Dear colleague,

whether InMnO₃ ends up polar or antipolar depends on one dimensionless number and one amplitude. The zone-boundary trimerisation of P6₃/mmc has amplitude Q and phase Φ, and the zone-centre polar mode has amplitude P, both amplitudes in metres. The energy per trimerised 30-atom cell is

F = aQ²/2 + bQ⁴/4 + (c + c′cos6Φ)Q⁶/6 − gQ³P cos3Φ + g′Q²P²/2 + aP·P²/2,

with b, g, g′, aP > 0, c > |c′|, a < 0 below the transition, and zero electric field. Φ = nπ/3 is polar P6₃cm, Φ = π/6 + nπ/3 is antipolar P-3c1, and general Φ is P3c1.

Setting ∂F/∂P = 0 gives P = gQ³cos3Φ/(aP + g′Q²). Substituted back, the P terms become −g²Q⁶(1 + cos6Φ)/[4(aP + g′Q²)]. Alone, this favours the six states Φ = nπ/3. A step of π/3 reverses P, so where Φ winds through 2π six domains of alternating P meet at a vortex line. The bare c′ term has the same angular form, and the whole angular energy is A cos6Φ with

A = Q⁶[c′/6 − g²/(4(aP + g′Q²))].

At fixed Q, A < 0 is polar. A > 0 selects six antipolar states with P = 0, which form six-fold vortices too.

Dimensions: a and aP are in J/m², b, g and g′ in J/m⁴, c and c′ in J/m⁶. The polar terms supply a length Q* = √(aP/g′), an amplitude P₀ = gQ*/g′ and an energy E₀ = g²Q*⁶/(4aP). With s = Q/Q* and γ = 2c′aP/(3g²),

P = P₀ s³cos3Φ/(1 + s²), A = E₀ s⁶[γ − 1/(1 + s²)].

For s ≪ 1, P ∝ s³(1 − s²); for s ≫ 1, P ∝ s(1 − 1/s²). The local exponent d lnP/d lnQ = 1 + 2/(1 + s²) passes 2 at s = 1. For γ ≤ 0 the system is always polar, for γ ≥ 1 always antipolar. In between, A changes sign at s_c² = 1/γ − 1, polar below and antipolar above. Small γ gives s_c ≈ γ^(−1/2)(1 − γ/2); ε = 1 − γ → 0 gives s_c ≈ √ε(1 + ε/2). Hence g → 0 or large aP is antipolar for c′ > 0; g′ → 0 sends Q* and, for γ < 1, Q_c = s_cQ* to infinity; aP → 0 leaves only the linear law. For small |a| on the polar branch, Q² ≈ (|a|/b)(1 − c̃|a|/b²) with c̃ = c + c′ − 3g²/aP, so P ∝ |a|^(3/2) until |a| ≈ bQ*². For s ≫ 1 the coupling instead lowers b by 2g²/g′.

My inputs are illustrative, chosen to make the two structures nearly degenerate, as is typical of InMnO₃: aP = 20 J/m²; b = 20, g = 10, g′ = 80 in 10²⁰ J/m⁴; c = 4, c′ = 2 in 10⁴⁰ J/m⁶. Only a is varied. Then Q* = 50 pm, P₀ = 6.25 pm, E₀ = 2.0×10⁻²² J, γ = 0.267, s_c² = 2.75, Q_c = 83 pm, c̃ = −9×10⁴⁰ J/m⁶ and bQ*² = 5 J/m². At Q_c and Φ = 0, P = 7.6 pm. The cubic law would give 28.5 pm, the linear law 10.4 pm (6.6 pm with its correction), and the local exponent is 1.53, so fit neither power there.

The polar advantage at fixed Q, −2A, peaks at Q = 69 pm. Since dA/dQ = 0 there, both branches have this amplitude at the same a = −10.10 J/m². The advantage is 2.1×10⁻²² J in a well 1.26×10⁻²⁰ J deep. The radial stiffness is k_Q = ∂²F/∂Q² = 22.5 J/m² and the azimuthal one is k_Φ = 36|A|/Q² = 0.78 J/m². With an isotropic gradient energy for the trimerisation, a disturbance of Φ decays over a length √(k_Q/k_Φ) = 5.4 times that of Q. Near the transition k_Q ∝ Q² and k_Φ ∝ Q⁴, so the ratio grows as 1/Q and walls broaden faster than vortex cores.

Now let Q relax. At each Q, F is linear in u = cos6Φ, so its minimum over Q is concave in u. The angular minima lie at u = ±1 and the switch between them is first order. The polar state is locally stable while its Q is below Q_c, the antipolar state while its Q is above. Imposing ∂F/∂Q = 0 at Q_c on each branch gives a = −15.16 J/m² (polar limit) and −14.70 J/m² (antipolar limit). Both minima exist between these, in a window of width 4c′²g′Q_c⁶/(9g²) = 0.46 J/m². They are degenerate at a = −14.92 J/m². The saddle lies where A = 0, at Q = Q_c, only 5.5×10⁻²⁴ J above them. At 300 K, k_BT = 4.1×10⁻²¹ J equals the barrier of 7.5×10² cells.

Neglected terms rival this barrier. A term d·cos12Φ = d(2u² − 1) with d above roughly half of it, 2.8×10⁻²⁴ J, would replace the bistability by an intermediate P3c1 state. A term b_P·P⁴/4 with b_P = b raises the polar state by 1.7×10⁻²⁴ J. A 1 % change of c′ shifts the splitting by 0.01c′Q_c⁶/3 = 2.2×10⁻²³ J. Strain, defects and thermal history can therefore choose the structure, and real samples typically do show either one, depending on preparation. The order on cooling, polar then antipolar, also assumes a temperature-independent γ.

Screening acts on γ directly. With mode charge Ze and cell volume V, the polarisation is ZeP/V. An unscreened single-domain c-axis film costs V(ZeP/V)²/(2ε₀ε_b), which adds (Ze)²/(ε₀ε_bV) to aP. For assumed Z = 9, background permittivity ε_b = 10 and an approximate V = 3.4×10⁻²⁸ m³, this is 69 J/m², so γ = 1.19 and the uniform state is antipolar at every Q. Under short circuit the model's polarisation at Q_c is 0.032 C/m². The inputs were also chosen to place it at the few 10⁻² C/m² typical of polar hexagonal manganites, so it is the model's value and no prediction for InMnO₃.